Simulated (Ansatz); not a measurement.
## A series in volume scale on W

All results are calculated (Ansatz 0.2.0). Periodic Kohn-Sham DFT of a crystal at fixed atoms, scaled to volume_scale times the given cell; pressure positive in compression, energy less spherical unpolarised free atoms, largest_vzz the field gradient of largest size among the nuclei.

The cell before it is scaled or strained (space group Fm-3m, No. 225):
```
cell vectors (Å)
   0.0000     2.0300     2.0300
   2.0300     0.0000     2.0300
   2.0300     2.0300     0.0000
atoms (fractions of the cell vectors)
W   0.00000  0.00000  0.00000
```

Settings of every row: method frozen-core PAW; functional LDA; relativity scalar; k mesh 14x14x14; filling fermi-dirac; smearing width 0.05 eV; wave cutoff 420 eV; paw set soft_2.

Atom start moment: 0 on all atoms.

Limits: PAW files made with PBE; no spin-orbit coupling on heavy atoms.

```
row  volume scale  V (Å³/atom)  pressure (GPa)
  1          0.94       15.727          -0.816
  2          0.95       15.894          -4.024
  3          0.96       16.062          -7.071
  4          0.98       16.396         -12.701
  5          0.99       16.564         -15.298
  6             1       16.731         -17.757
  7          1.01       16.898         -20.085
  8          1.02       17.065         -22.288
  9          1.04         17.4         -26.342
 10          1.05       17.567               ?
 11          1.06       17.735         -29.964
```

Question: what pressure should row 10 give?

Worked fit of pressure. Take u = (V_r/V)^(2/3) − 1 with V_r = 16.648 Å³ an atom, which is twice the finite (Eulerian) strain; such expansions in the strain, on which the Birch-Murnaghan equation of state is built, carry the rest volume and the bulk modulus. The shown rows have u = 0.03867, 0.03138, 0.02418, 0.01022, 0.00338, -0.00331, -0.00989, -0.01636, -0.02902, -0.04129. Least squares give pressure = −16.5544 + 367.183 × u + 1028.06 × u² GPa; a straight line predicts inner rows, each left out in turn, worse (root mean square 0.52 against 0.0045 GPa). The rows lie off it by 0.002, -0.004, 0.004, -0.007, 0.004, 0.002, 0.000, -0.002, 0.002, -0.001 (root mean square 0.0034 GPa). The withheld row has u = -0.03519, so the fit gives −16.5544 + 367.183 × (-0.03519) + 1028.06 × (-0.03519)² = -28.202 GPa.

The calculation gave -28.205 GPa. The fit lies 0.003 GPa (0.01 % of the column's range) above it; its largest miss of a shown row is 0.007 GPa.
